## Counting and scales

The triplet silylene Me$_3$Si–Si–Cl has two unpaired electrons to share among fifteen atoms. A nucleus feels this spin in two ways. Spin density at the nucleus itself gives an isotropic coupling, and only s orbitals are non-zero there. Spin in a p orbital vanishes at the nucleus and acts as a magnetic dipole: its coupling depends on direction and averages to zero.

The scales are far apart. A whole valence s electron on C, Si or Cl is worth some 3.8 to 5.7 GHz and on H about 1400 MHz, while the dipolar constant of a p electron is 100 to 200 MHz (rough recalled atomic values). In a triplet each coupling is divided by $2S=2$. One hundredth of an s electron on carbon thus gives about 20 MHz, and a whole p electron gives no direct isotropic coupling.

## The table

Hyperfine couplings (13C, 1H, 29Si, 35Cl) and Mulliken spin populations of triplet C3H9ClSi2, SMILES C[Si](C)(C)[Si]Cl, averaged over equivalent atoms. PySCF 2.14.0 with density fitting, unrestricted PBE with pcH-1 on H and IGLO-III on C, Si and Cl, non-relativistic plus mean-field spin-orbit terms. Gas phase, PBE0-D3(BJ)/def2-SVP geometry.

| atom | bonded to | spin population (e) | A iso (MHz) | largest dipolar part (MHz) |
| --- | --- | --- | --- | --- |
| C1 | H H H Si | -0.003 | 9.3 | 2.6 |
| Si2 | C C C Si | 0.283 | -48.8 | 13.6 |
| Si5 | Cl Si | 1.557 | -254.0 | 76.5 |
| Cl6 | Si | 0.129 | 5.5 | 12.0 |
| H7 | C | 0.005 | 3.8 | 2.6 |

The level is unrestricted PBE. The spin population is the Mulliken share of the two electrons, in e. A iso is the isotropic coupling. The largest dipolar part is the most positive eigenvalue of the traceless dipolar tensor, which need not be the largest in size: Si2 also has −27.1 MHz and Cl6 −17.9 MHz. Atoms are numbered in SMILES order; C1 averages three carbons and H7 nine hydrogens of one frozen conformer.

The value $\langle S^2\rangle = 2.003$ shows a clean triplet. Halosilylenes normally have singlet ground states, so this is probably an excited state, and the stability of the solution is untested.

## First explanation: the coupling follows the spin

The tempting reading is that more spin means a larger coupling, $A_{\rm iso} = k\,n$ with $n$ the spin population. Least squares through the origin on all five rows gives $k=-162$ MHz/e and a correlation of −0.996. The two silicon rows supply that correlation, and Si5 nearly fixes $k$ alone. The model predicts −20.9 MHz for Cl6 against +5.5, and the wrong sign for H7 too, while rounding of the table allows about 0.1 MHz. The numbers reject it.

## Second explanation: spin times nuclear moment

Megahertz mix an electronic and a nuclear quantity. The Fermi contact term is

$$A = \frac{K g_N \rho(0)}{2S},\qquad K=\frac{2\mu_0 g_e\mu_B\mu_N}{3ha_0^3}=800.2\ \text{MHz}\,a_0^3,$$

with $\rho(0)$ the spin density at the nucleus and $g_N$ the nuclear g-factor. This formula is how the calculation obtains the coupling, so it tests nothing; dividing computed couplings by computed densities returns $g_N$ = 1.405 (C), −1.111 (Si), 0.548 (Cl) and 5.586 (H). Negative A iso on silicon therefore means positive spin density.

If $\rho(0)\propto n$ with one constant, then $A_{\rm iso}=k\,g_N n$, and the same kind of fit gives $k=147$ MHz/e. Four signs are now right, Si2 is off by 5 % of its table value, and H7 agrees within rounding. But Cl6 is overshot by a factor 1.9, and C1 comes out at −0.6 MHz against +9.3.

The success on hydrogen is best read as an accident. The ratio $\rho(0)/n$ is 0.38 $a_0^{-3}$ for H and 0.37 to 0.39 for Si. For hydrogen this is near the free-atom 1s value $1/\pi = 0.32$, with essentially all spin of s type; for silicon it is a small s share of a far higher 3s density. Averaging flatters the model further: among the nine hydrogens spin and coupling correlate at 0.96, yet two of them have positive population and negative coupling.

## Third explanation: s spin for A iso, p spin for the dipolar part

Let $A_0$ be the coupling of one valence s electron and let one p electron give the tensor $b(2,-1,-1)$. The apparent s spin is $n_s = 2S\,A/A_0$. For p populations $x, y, z$ the tensors add:

$$T=\frac{b}{2S}\,(2x-y-z,\; 2y-x-z,\; 2z-x-y).$$

Adding the same amount to $x$, $y$ and $z$ leaves $T$ unchanged, so only excesses over the least occupied direction are fixed. With $z=0$, $T_z=-b(x+y)/2S$. For $^{29}$Si, $b<0$, and the positive printed value marks the direction with least p spin.

**Worked for Si5**, with rough recalled $A_0=-4600$ MHz and $b=-110$ MHz and nothing fitted:

$$n_s=\frac{2\times254.0}{4600}=0.11,\qquad x+y=\frac{2\times76.5}{110}=1.39 .$$

The sum, 1.50, is 96 % of the Mulliken 1.557. That closeness is partly luck: a 10 % change in $b$ moves the sum by about 9 %, and $b$ differs by more than that between atomic tables and charge states, so agreement within 10 to 20 % is all that is shown. Since $T_x-T_z=3bx/2S$, the other computed eigenvalues, −59.8 and −16.6 MHz, split the p spin as $x = 2(59.8+76.5)/330=0.83$ and $y=0.56$. Theory expects this of a bent triplet silylene: one electron in an out-of-plane p orbital, one in an in-plane σ orbital that trades some p for s character. Assigning 0.83 to π and 0.56 to σ rests on that argument alone, and the angle at silicon is not among the outputs used here.

Si2 closes equally well, at 95 % of its population, with an axial tensor and thus p spin along one direction, most plausibly the Si–Si bond, into which the in-plane σ electron spreads (the tensor axes are not among the outputs). Without recalled constants, dipolar part over spin is 49.1 MHz/e on Si5 and 48.1 on Si2. This shows only that the two silicons have a similar p share, and the Si2 value includes about 1 MHz of through-space field from the Si5 spin some 2.4 Å away.

The apparent s share, itself derived from A iso, then describes the trend. It is about 7 % on both silicons, which is why the first two models fit them together, about 1.4 % on chlorine, and of order one on hydrogen. No common share exists.

## What this does and does not decide

The third picture has one unknown $n_s$ per row, so it converts A iso and cannot predict it. Its test on silicon is dominated by the p part and leans on a rough $b$. Moreover $n_s$ includes spin polarisation of core and bonding s shells, which can have either sign. The 0.002 e on chlorine is small enough to be such a remainder, and PBE tends to underestimate core polarisation and to over-delocalise spin, so the small couplings are the least secure. Spin-orbit terms move A iso by at most 1.1 MHz, on Si5; scalar relativity and vibrational averaging are left out, and a single functional cannot apportion the error.

The sum fails on two elements. On chlorine, with recalled $A_0=5.7$ GHz and $b=0.18$ GHz, s plus p is 0.20 against 0.129, too high by 55 % of the population. A negative spin of about 0.02 e in the least occupied p direction would close the gap, plausibly from polarisation of the Si–Cl bond, but this is a guess. On the two strongly coupled carbons the sum is +0.04 while the populations are near −0.005. Negative p spin in two directions, the Mulliken partition in a large basis, and the dipole field of the silicon spin, which reaches carbon through space and is wrongly counted here as p spin, could each contribute; the eigenvalues cannot separate them. What the numbers do show is positive density at those nuclei, worth about 0.008 s electrons, beside a negative population.

## The averaged rows

No atom has the printed 9.3 or 3.8 MHz. The carbons have 15.4, 14.5 and −1.8 MHz, and two hydrogens near 16 MHz carry 92 % of the hydrogen sum. A likely cause is hyperconjugation: a Si–C bond takes spin from the singly occupied p orbital in proportion to $\cos^2\theta$, with $\theta$ its dihedral angle to the orbital axis. One bond in the nodal plane and two at 30° would give this pattern; the angles, and any contribution of the in-plane σ electron, are untested here. For three bonds 120° apart the mean of $\cos^2\theta$ is 1/2 at any rotation, so the carbon average should depend less on the conformer than its members do.

Hydrogen has no valence p orbital, so its 2.6 MHz dipolar part must act through space. A point dipole carrying the Si5 spin alone reproduces it at about 3.6 Å, a plausible distance and no more: the smaller Si2 spin, at a typical 2.5 Å, would by itself give about half as much, along a different axis.

## Neighbouring cases

Three questions order a new nucleus: the sign and size of $g_N$, the multiplicity, and the route by which spin enters s orbitals. A doublet centre with the same s spin as Si5 would show twice the coupling, about −508 MHz. Opening the angle at silicon should drain s character from the σ orbital and shrink A iso even if the spin population stayed put, though no angle was varied here and the change may be modest until the centre nears linearity. A terminal halogen that accepts spin into p orbitals should show it in the anisotropy, as chlorine does here.
